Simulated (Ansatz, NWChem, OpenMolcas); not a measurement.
**BNH3F3 (SMILES [NH3+][B-](F)(F)F): the HOMO–LUMO gap, rung by rung**

BNH3F3: 8 atoms, total charge 0, spin state singlet. As SMILES, `[NH3+][B-](F)(F)F`. Geometry: relaxed at PBE0-D4/def2-TZVP.

Quantity: the HOMO–LUMO gap, in eV. The values are calculated.

```json
{"level": "PBE/cc-pVDZ", "kind": "GGA", "program": "OpenMolcas", "value (eV)": "7.04", "CPU time": "28 s"}
{"level": "revPBE/cc-pVDZ", "kind": "GGA", "program": "OpenMolcas", "value (eV)": "7.03", "CPU time": "28 s"}
{"level": "TPSS/cc-pVDZ", "kind": "meta-GGA", "program": "NWChem", "value (eV)": "7.48", "CPU time": "56 s"}
{"level": "r2SCAN/cc-pVDZ", "kind": "meta-GGA", "program": "Ansatz", "value (eV)": "8.52", "CPU time": "13 s"}
{"level": "BHLYP/cc-pVDZ", "kind": "global hybrid", "program": "OpenMolcas", "value (eV)": "13.07", "CPU time": "27 s"}
{"level": "r2SCAN0/cc-pVDZ", "kind": "hybrid meta-GGA", "program": "Ansatz", "value (eV)": "11.27", "CPU time": "13 s"}
{"level": "CAM-B3LYP/cc-pVDZ", "kind": "range-separated hybrid", "program": "NWChem", "value (eV)": "12.54", "CPU time": "61 s"}
{"level": "wB97X/cc-pVDZ", "kind": "range-separated hybrid", "program": "NWChem", "value (eV)": "15.07", "CPU time": "68 s"}
```

The values span 7.03 to 15.07 eV. Orbital gaps aren't excitation energies; they tend to grow with the share of exact exchange. Times are those of the runs behind each value, whatever else they computed, on shared processors of several kinds: orders of magnitude only.

The gap is wide at every level, as expected for a saturated donor–acceptor adduct. The ammonia lone pair is tied up in the dative B–N bond, and that same bond fills the boron p orbital that makes free BF3 a Lewis acid, so neither a high-lying donor level nor a low-lying acceptor level remains. The HOMO is probably fluorine lone-pair in character and the LUMO N–H antibonding, weighted towards the positive ammonium end.

The two GGAs are practically indistinguishable, whereas going from r2SCAN to r2SCAN0 raises the gap from 8.52 to 11.27 eV, probably because nonlocal exchange stabilises the compact fluorine lone pairs while leaving the empty level less strongly bound. Range separation alone doesn't guarantee a larger gap: CAM-B3LYP lies below the global hybrid BHLYP, while wB97X lies above both. Because cc-pVDZ lacks diffuse functions, which a weakly bound or unbound LUMO needs, the agreement between the GGAs says nothing about basis-set convergence.
